Margin comments on leading-edge analysis, complete analysis and false compensation

1. Beside the Polanyi–Wigner equation: what is assumed

The desorption rate r, in ML/s, is written

r(θ,T) = −dθ/dt = ν(θ) θⁿ exp[−E(θ)/RT].  (1)

Coverage θ is in monolayers, 1 ML being one molecule per substrate surface atom. Energies are molar (kJ/mol), so R stands where k stands in formulas per molecule. A prime means d/dθ. Four premises are used.

P1. The rate depends on the present θ and T only. The adlayer rearranges quickly compared with desorption and has no memory of its preparation.
P2. E and ν do not depend on T (relaxed in comment 7).
P3. The ramp is linear, T = T0 + βt, and nothing readsorbs, so dθ/dT = −r/β.
P4. The signal is proportional to r.

The initial coverage is θ0, E0 = E(θ0), and δ = (θ0 − θ)/θ0 is the desorbed fraction. Two methods read E from (1). Leading-edge analysis, associated with Habenschaden and Küppers, plots ln r against 1/T on the low-temperature flank of one spectrum. Complete analysis, associated with King, plots ln r against 1/T at one coverage, taking one point from each of several spectra. The first follows a trajectory θ(T) and the second follows a line θ = constant, and the difference between them comes from that choice of path.

2. Beside "θ is nearly constant on the leading edge": the exact slope

Define the local slope along one spectrum as E_app = −R d ln r/d(1/T) = RT² d ln r/dT. Since r depends on T directly and through θ(T), the chain rule gives

E_app = RT² (∂ ln r/∂T)_θ + RT² (∂ ln r/∂θ)_T dθ/dT.

From (1) with P2, the first term is E(θ). For the second, define the local order of the rate in coverage,

g(θ,T) = (∂ ln r/∂ ln θ)_T = n + θν′/ν − θE′/RT.  (2)

With dθ/dT = −r/β,

E_app = E(θ) − g RT² r/(βθ).  (3)

Equation (3) is exact at every point of the spectrum. Setting E_app = 0 locates the peak; for n = 1 and constant E and ν it reads E/RT² = (ν/β) exp(−E/RT), which is Redhead's peak condition. Constancy of θ is therefore the wrong thing to ask for. The slope is unbiased only when g times the rate term is small, and g can be far larger than n. For repulsive interactions E′ < 0 and the last term of (2) adds to n.

3. Beside the step from rate to desorbed fraction

The rate term in (3) has to be expressed through δ. To first order in δ the rate is evaluated at θ0. Let x = E0/RT and κ(T) = (ν(θ0)θ0ⁿ⁻¹/β) exp(−x), in K⁻¹, so that r/(βθ) ≈ κ and dδ/dT ≈ κ. If the ramp starts where κ is negligible, the lower limit may be put at T = 0, and δ ≈ I(T), the integral of κ. The substitution T′ = T/s turns ∫₀ᵀ exp(−E0/RT′) dT′ into T ∫₁^∞ s⁻² exp(−xs) ds = T E₂(x), with E₂ the exponential integral of order two. Define

φ(x) = exp(−x)/[x E₂(x)],  so that  I = κT/(xφ).  (4)

Repeated integration by parts gives E₂ = (e⁻ˣ/x)(1 − 2/x + 6/x² − 24/x³ + …), and the reciprocal of the bracket is φ = 1 + 2/x − 2/x² + 8/x³ − …, an asymptotic series that is accurate at x near 40, where φ ≈ 1.05. The desorbed amount is thus the present rate times a width T/(xφ), slightly less than RT²/E0, which is 8.5 K for E0 = 100 kJ/mol at 320 K.

From (4), RT²κ = RT·xφ·I = φE0 I. Inserting this in (3),

E_app = E(θ) − φE0 g δ + O(δ²).  (5)

The method claims to return E0, so E(θ) has to be expanded as well. With w = −θ0E′(θ0), E(θ) = E0 + wδ, and

E_app − E0 = −δ (φE0 g − w),  g = n + θ0ν′/ν + w/RT.  (6)

When the w/RT term dominates g, w is smaller than E0 g by the factor 1/x, which is the order of φ − 1. Dropping both together is consistent and leaves the compact form

E_app ≈ E0 [1 − δ (n + θν′/ν − θE′/RT)].  (7)

Equation (7) is first order in gδ and leading order in RT/E. The familiar version with n − θE′/RT alone holds in addition only for ν independent of coverage.

The lower limit matters. If the ramp starts at T0 with the coverage θ0, then δ = I(T) − I(T0), while the rate term in (3) is still φE0 I(T). The δ that multiplies φE0 g in (5) to (7) must be replaced by δ + I(T0), and the slope is biased even at the first point. The plain form needs T − T0 to be several times RT²/E0.

4. Beside the rule "use the first 5 % of the peak": two exact cases

For constant E and ν, equation (1) separates in the variable I. For n = 1, d ln θ = −dI, so I = −ln(1 − δ), r/(βθ) = κ exactly, and (3) becomes

E_app = E [1 + φ ln(1 − δ)].

For n = 2, θ = θ0/(1 + I), so δ = I/(1 + I), r/(βθ) = κ(1 − δ), RT²κ(1 − δ) = φE I/(1 + I) = φEδ, and

E_app = E [1 − 2φδ].

Both reduce to (5) at small δ. The first vanishes at δ = 1 − exp(−1/φ), 0.61 for φ = 1.05, the fraction gone at a first-order peak. At δ = 0.05 the local slope is low by 5.4 % for n = 1 and by 10.5 % for n = 2. The rule of a few per cent is a statement about g = n. The quantity to be kept small is gδ.

5. Beside nothing, because the books stop here: large g

When g is of order 25, gδ reaches order one while δ is still a few per cent. Keep ln r linear in δ, which is accurate since δ ≪ 1, but keep the exponential: r = r(θ0,T) exp(−gδ), so dδ/dI = exp(−gδ). Almost all of I accumulates in the last interval T/(xφ), over which g changes by a fraction of about 1/(xφ), so g may be frozen at its value at T. Integration gives

δ = ln(1 + gI)/g.  (8)

The departure of ln r from the ideal line for fixed θ0 is then ε(T) = −gδ = −ln(1 + gI). The rate term in (3) is g RT²κ exp(−gδ) = φE0 gI/(1 + gI), up to a relative correction of order δ, hence

E_app ≈ E0 + wδ − φE0 [1 − exp(−gδ)].  (9)

Expanding the bracket recovers (6) and shows the next term, +φE0 (gδ)²/2, which opposes the first-order bias.

The cost of freezing g is found by restoring it. With a = w/RT, at an earlier value I′ of the integral a is larger by the fraction ln(I/I′)/(xφ), because d ln I/d ln T = xφ. The extra exponent −a I′ ln(I/I′)/(xφ), integrated over I′ from 0 to I, lowers δ by aI²/(4xφ), a fraction aI/(4xφ) to leading order in gI.

For g < 0, from attraction or from a prefactor that falls steeply with coverage, E_app exceeds E0, and (8) fails as gI approaches −1.

6. Beside the fitted straight line: a window averages the local slope

Let z = 1/RT and y = ln r, sampled uniformly and densely on z1 ≤ z ≤ z2, with length L and midpoint z̄. The least-squares slope is ∫(z − z̄) y dz/(L³/12). Since z − z̄ is the derivative of −(z − z1)(z2 − z)/2, which vanishes at both ends, integration by parts with u = (z − z1)/L gives

E_fit = ∫₀¹ 6u(1 − u) E_app du.

In the first-order regime the bias follows I and decays from the hot end, u = 0, approximately as exp(−Λu), with Λ = ln(I_hot/I_cold). The fitted bias is the end-point bias times

f(Λ) = 6 [Λ − 2 + (Λ + 2) exp(−Λ)]/Λ³.  (10)

It tends to 1 for a narrow window and falls only as 6/Λ² for a wide one. For Λ = 2.63, f = 0.32. Fitting reduces the bias and leaves its sign.

7. Beside "complete analysis needs no assumptions": which ones it needs

By P3 and P4 each spectrum i supplies its own coverage, θᵢ(T) = (1/βᵢ) ∫ r dT′ taken from T to the end of desorption, with one common calibration. Since r > 0, θᵢ(T) falls monotonically, and a chosen θ < θ0ᵢ is crossed at one temperature Tᵢ with rate rᵢ. By P1, rᵢ = r(θ,Tᵢ), whatever θ0ᵢ and βᵢ were. Then (1) gives

ln rᵢ = ln[ν(θ)θⁿ] − E(θ) zᵢ.  (11)

Under P2 the points lie exactly on a line of slope −E(θ). The second term of the chain rule is absent because dθ = 0 along the plot; no expansion in δ or RT/E was made, and g may have any size. The order n was not needed for the slope. The intercept fixes only the product νθⁿ, so ν depends on the n one chooses to divide out.

Without P2 the local slope is the isosteric activation energy,

E_iso = RT² (∂ ln r/∂T)_θ = E − T ∂E/∂T + RT² ∂ ln ν/∂T,  (12)

and this quantity also replaces E(θ) as the first term of (3). For ν ∝ Tˢ it is E + sRT, a shift of 2.7 kJ/mol for s = 1 at 320 K. Complete analysis is exact for E_iso, and E_iso equals the parameter E(θ) only under P2.

An exact method can still be poorly conditioned, and large g is again the reason. Combining (4) and (8), r = βθ0 κ exp(−gδ) = β (θ0/g)(xφ/T)[1 − exp(−gδ)]. When w/RT dominates g, θ0/g ≈ RT/|E′| and gδ ≈ |E′|(θ0 − θ)/RT, so the rate at a given θ depends on θ0 mainly through the last bracket. All spectra with gδ > 2 agree in ln r within −ln(1 − e⁻²) = 0.145. At one heating rate the spread in z therefore comes from spectra that start just above θ, or else β must be varied. At fixed θ0 and θ, I is nearly fixed, so by (4) d ln β = xφ d ln T, while d ln r = x d ln T. A range of heating rates spans Δ ln r = Δ ln β/φ. At the saturation coverage itself no spectrum starts higher, and (11) has no points.

8. Beside the compensation plot: what the law says exactly

Let the data depart from the true line by εᵢ, so yᵢ = ln(νθⁿ) − E zᵢ + εᵢ, and fit y = ln(ν_fit θⁿ) − E_fit z with weights wᵢ that sum to one. Setting the derivative of the sum of squares with respect to the intercept to zero makes the weighted residuals sum to zero, so the fitted line passes through the centroid (z̄, ȳ). The true line passes through (z̄, ȳ − ⟨ε⟩). Subtracting, with ΔE = E_fit − E,

Δ ln ν = ΔE/(R T_mean) + ⟨ε⟩,  1/T_mean = Σ wᵢ/Tᵢ.  (13)

The second normal equation gives ΔE = −Σ wᵢ(zᵢ − z̄)εᵢ / Σ wᵢ(zᵢ − z̄)². T_mean is the weighted harmonic mean. The false compensation law Δ ln ν = ΔE/RT_mean holds for errors that tilt the line and leave its centroid in place. The cases sort as follows.

Random noise of size σ over a range Λ in ln r. Then ⟨ε⟩ is of order σ/√N for N points, while ΔE z̄ is of order (σ/√N)(x/Λ) with a factor of order one to a few. Since x/Λ is ten or more, the law holds well.

Depletion on the leading edge. For the tangent at T, ⟨ε⟩ = −gδ and ΔE/RT ≈ −xφ gδ, so the extra term is a fraction 1/(xφ) of the main one. The law holds to a few per cent.

A wrong sensitivity factor c. Then ε = ln c, ΔE = 0 and Δ ln ν = ln c. The law fails.

A coverage offset η common to all spectra, true coverage θ + η. Then ε = gη/θ = (n/θ + ν′/ν)η − E′η z, so ΔE = E′η and Δ ln ν = (n/θ + ν′/ν)η. The two terms of (13) cancel in their E′ part, and the law fails.

A thermocouple that reads T + τ. To first order ε = −EτR z², so ΔE = 2Eτ/T, ⟨ε⟩ ≈ −Eτ/RT², and Δ ln ν is half of ΔE/RT.

A straight plot of ln ν against E whose slope is 1/RT_mean of the experiment is thus what tilting errors produce on their own, and it says nothing about the adlayer.

9. Range of validity

Equation (3) needs P1 to P4. Equations (5) to (7) need |g|δ ≪ 1, since the next term is gδ/2 of the bias, and a cold start; (7) needs x ≫ 1 as well. Equations (8) and (9) need δ ≪ 1, x ≫ 1, E and ln ν linear in θ over the interval θ0δ, and gI well above −1. Equation (11) needs P1, P2, P4 and true coverages; (13) needs only least squares.

P1 fails when ordering or island growth is slow on the time scale of the ramp, or when several binding states exchange slowly. Then r is no function of (θ,T), and neither method has a defined target. P2 fails where the isostere crosses a phase boundary of the adlayer, and (12) then gives a different slope on each side. P4 needs fast pumping. With a pumping time τ_p the signal s obeys τ_p ds/dt + s = r. To first order in τ_p, ln s = ln r − τ_p β E_app/RT², and differentiating the last term adds τ_p β (2E_app/T − dE_app/dT) to the slope. While gδ is negligible, E_app = E0 and r grows with the time constant τ_r = RT²/(E0β); the signal is then scaled by 1/(1 + q), q = τ_p/τ_r ∝ T⁻², and differentiating −ln(1 + q) adds 2RT q/(1 + q). Once depletion makes E_app fall with T, the term in dE_app/dT can be the larger one.

10. Illustration: CO on Ru(0001) near saturation

CO adsorbs molecularly on Ru(0001), forms a (√3×√3)R30° layer at 1/3 ML and compressed layers up to saturation at roughly two thirds of a monolayer, where repulsion lowers the desorption energy. The model inputs are round values of typical size: n = 1, θ0 = 0.65 ML, E0 = 100 kJ/mol, E′ = −100 kJ/mol per ML (constant), ν = 10¹⁴ s⁻¹ (constant), β = 5 K/s, cold start. Then w = 65 kJ/mol, a = 0.65x, g = 1 + a and κ = 2×10¹³ K⁻¹ × exp(−x). For this model (3) reads E_app = E0 + wδ − RT²κ exp(−aδ)[1 + a(1 − δ)]. All energies below use the unrounded δ from (8) and are in kJ/mol.

T/K | x | φ | g | I/% | δ/% | gδ | eq. (7) | eq. (6) | eq. (3)
300 | 40.09 | 1.049 | 27.1 | 0.0554 | 0.055 | 0.015 | 98.5 | 98.5 | 98.5
310 | 38.80 | 1.050 | 26.2 | 0.215 | 0.21 | 0.055 | 94.5 | 94.4 | 94.5
320 | 37.59 | 1.052 | 25.4 | 0.769 | 0.70 | 0.179 | 82.1 | 81.7 | 83.2
330 | 36.45 | 1.054 | 24.7 | 2.55 | 2.0 | 0.49 | 51.1 | 49.8 | 60.5

Freezing g overstates δ by the estimate aI/(4xφ) = 0.4 % at 330 K, which moves the last column by less than 0.1 kJ/mol, and by much less in the colder rows. At 320 K only 0.70 % of the layer has left and E(θ) has risen by 0.5 kJ/mol, yet the slope is 16.8 kJ/mol low. Equation (7) lies closer to (3) than (6) does through a cancellation: at 320 K it omits −0.9 kJ/mol from φ − 1, +0.5 kJ/mol from wδ and +1.7 kJ/mol from the second-order term. At 330 K both linear forms have failed. A local bias under 1 % needs δ < 0.01/(φg) = 3.5×10⁻⁴ for φ = 1.05 and g = 27, about 2.3×10⁻⁴ ML.

An unweighted fit of ln(r/θ0) at 300, 310 and 320 K has ε = −gδ from the table, z̄ = 0.3882 mol/kJ and T_mean = 309.8 K. It returns E_fit = 93.5 kJ/mol, so ΔE = −6.5 kJ/mol. In (13), ΔE z̄ = −2.5 and ⟨ε⟩ = −0.08, giving Δ ln ν = −2.6 and ν_fit = 7.4×10¹² s⁻¹ in place of 10¹⁴ s⁻¹. The largest residual is 0.03 in ln r, so the plot looks straight.

The assumption of constant ν is the one that can rival the effect. A prefactor that fell tenfold per 0.1 ML of added coverage would contribute θ0ν′/ν = −15 and reduce g at 320 K from 25.4 to 10.5. One leading edge cannot separate this term from w/RT. The start temperature matters too: for a ramp begun at 300 K, I(T0) is 26 % of I at 310 K. Pumping matters less. At 320 K, τ_r = 1.7 s and dE_app/dT = −1.7 kJ mol⁻¹ K⁻¹; τ_p = 0.1 s gives τ_p β = 0.5 K and, to first order in τ_p, adds 0.3 + 0.8 = 1.1 kJ/mol to the slope, small beside the bias of 16.8 kJ/mol.

Complete analysis at θ = 0.64 ML returns E = 101 kJ/mol from exact data, for any set of θ0 and β. Its weak point is the coverage axis. Spectra that start more than 2RT/|E′| = 0.05 ML above the chosen θ cross it within about 0.145 × 8.5 K = 1.2 K of one another. Heating rates of 0.5 and 5 K/s span ln 10/φ = 2.19 in ln r. A 1 % offset of coverage, 0.0065 ML, common to both spectra shifts E by only 0.65 kJ/mol. The same offset in one spectrum alone shifts its ln r by 0.25, and E by about 100 × 0.254/2.19 ≈ 12 kJ/mol. This is a tilting error, and ν follows it along (13).